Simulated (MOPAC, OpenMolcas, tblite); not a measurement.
# CH6BSb (SMILES C[BH][SbH2]): methods side by side

The species is CH6BSb (9 atoms), meant as a singlet with charge 0. SMILES: `C[BH][SbH2]`. The shape is that of a PBE0-D4/def2-TZVP optimisation. This is one conformer, not always the lowest.

```tsv
atom	x (Å)	y (Å)	z (Å)
C	-0.6965	0.9767	-0.6005
B	0.3862	-0.1322	-0.5470
Sb	1.4152	-0.7670	1.3237
H	-1.6378	0.4493	-0.8245
H	-0.5517	1.6626	-1.4415
H	-0.8567	1.5453	0.3164
H	0.7527	-0.6535	-1.5622
H	1.2580	-2.4350	1.0192
H	0.0190	-0.6924	2.2992
```

Quantity: the HOMO–LUMO gap, in eV. The values are calculated.

```csv
level,kind,program,value (eV),CPU time
AM1,semi-empirical,MOPAC,9.50,under 2 s
GFN2-xTB,semi-empirical,tblite,2.46,under 2 s
PM6,semi-empirical,MOPAC,8.40,under 2 s
IPEA1-xTB,semi-empirical,tblite,3.52,under 2 s
HF/def2-SVPD (core potential),Hartree–Fock,OpenMolcas,10.68,53 s
SVWN5/def2-SVPD (core potential),LDA,OpenMolcas,3.19,98 s
BLYP/def2-SVPD (core potential),GGA,OpenMolcas,3.31,2.1 min
PBE/def2-SVPD (core potential),GGA,OpenMolcas,3.28,2.2 min
revPBE/def2-SVPD (core potential),GGA,OpenMolcas,3.32,2.1 min
TPSS/def2-SVPD (core potential),meta-GGA,OpenMolcas,3.52,2.3 min
```

The values span 2.46 to 10.68 eV. Orbital gaps aren't excitation energies; they tend to grow with the share of exact exchange. Times are those of the runs behind each value, whatever else they computed, on shared processors of several kinds: orders of magnitude only.

The gaps fall into two groups that follow the parent theory, not the cost: Hartree–Fock, AM1 and PM6 lie high, while the density functionals and both tight-binding methods lie low. In Hartree–Fock an empty orbital feels the field of all the electrons, as an added electron would, so it lies high. In a local or semi-local Kohn–Sham potential, occupied and empty orbitals feel the same field, and the derivative discontinuity is missing. AM1 and PM6 inherit the Hartree–Fock form, which probably explains their large gaps.

The frontier orbitals are probably the antimony lone pair and the formally empty boron p orbital. In this conformer the pyramidal SbH2 group points its lone pair roughly along that p orbital, so some π donation is likely, though weakened by the lone pair's s character and diffuseness.

The narrow spread from SVWN5 to TPSS, 3.19 to 3.52 eV, shows little sensitivity to the semi-local form, but it is no evidence that these values approach the fundamental gap, since the functionals share the same deficiency.
